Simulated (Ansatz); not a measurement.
Relaxed bulk W, space group Im-3m (No. 229):

```cif
data_structure
_symmetry_space_group_name_H-M 'Im-3m'
_symmetry_Int_Tables_number 229
_cell_length_a 3.1835
_cell_length_b 3.1835
_cell_length_c 3.1835
_cell_angle_alpha 90.000
_cell_angle_beta 90.000
_cell_angle_gamma 90.000
_cell_volume 32.27
loop_
_atom_site_label
_atom_site_type_symbol
_atom_site_symmetry_multiplicity
_atom_site_Wyckoff_symbol
_atom_site_fract_x
_atom_site_fract_y
_atom_site_fract_z
_atom_site_occupancy
W1 W 2 a 0.00000 0.00000 0.00000 1
```

Miller indices refer to the conventional cell of Im-3m (No. 229), a = 3.184 Å, b = 3.184 Å, c = 3.184 Å, α = 90.00°, β = 90.00°, γ = 90.00°.

Consider the (210) slab of 15 planes, 10.0 Å thick with 15 Å of vacuum as cut; outer planes W (top) and W (bottom), all atoms relaxed.

Computed with DFT PBE, scalar-relativistic, plane waves, PAW in Ansatz. Cutoff 420 eV; k points 11×5×1 on the computed 15-atom cell (Γ-centred); Gaussian smearing, width 0.10 eV; no spin polarisation. The cell repeats along c with a dipole correction in the vacuum.

The slab's inner planes relax by over 3 % too, so it holds no bulk-like region.

Problem. Predict the surface energy (mean of both faces).

Solution. 3.73 J/m².

Problem. Give the work function.

Solution. 4.28 eV.

Problem. The top two planes lie 0.712 Å apart in the bulk. How does relaxation change this?

Solution. The spacing becomes 0.585 Å (-17.9 %).

With no bulk-like middle, the error of these values can't be bounded.

Spin-orbit coupling is left out, which matters for the bands of heavy elements.

Worked out: the slab's 15 atoms lie 10.562 eV above the same atoms in the bulk. Shared over two faces of 22.66 Å² this is 233.0 meV/Å², and 1 eV/Å² is 16.02 J/m², which gives 3.73 J/m². The cut crosses 8 bonds a cell (neighbours within 10 % of the shortest distances), so each costs 1.32 eV on this count. The top spacing shrinks by 17.9 %, as is usual at a metal's surface, where atoms that lost neighbours bind closer to those left.

The surface energy reflects how open the (210) face is: an atom in the top plane loses half its nearest neighbours, and atoms in the planes just below lose some as well. Tungsten's cohesion comes from a roughly half-filled d band, whose bonding energy grows more slowly than the number of neighbours. The remaining bonds therefore strengthen when others are cut, and the 1.32 eV per crossed bond is a net cost of cleavage, not the strength of an isolated W–W bond. It also absorbs the loss of second neighbours, which matter in a bcc metal but fall outside the count.

The same strengthening favours the inward relaxation, as does the smoothing of electron density over the corrugated surface. The percentage looks large partly because the bulk planes are so closely spaced. That smoothing also weakens the outward surface dipole, which probably explains why 4.28 eV lies towards the low end for clean tungsten faces. Whether this face is stable against faceting can't be judged without the energies of competing orientations.
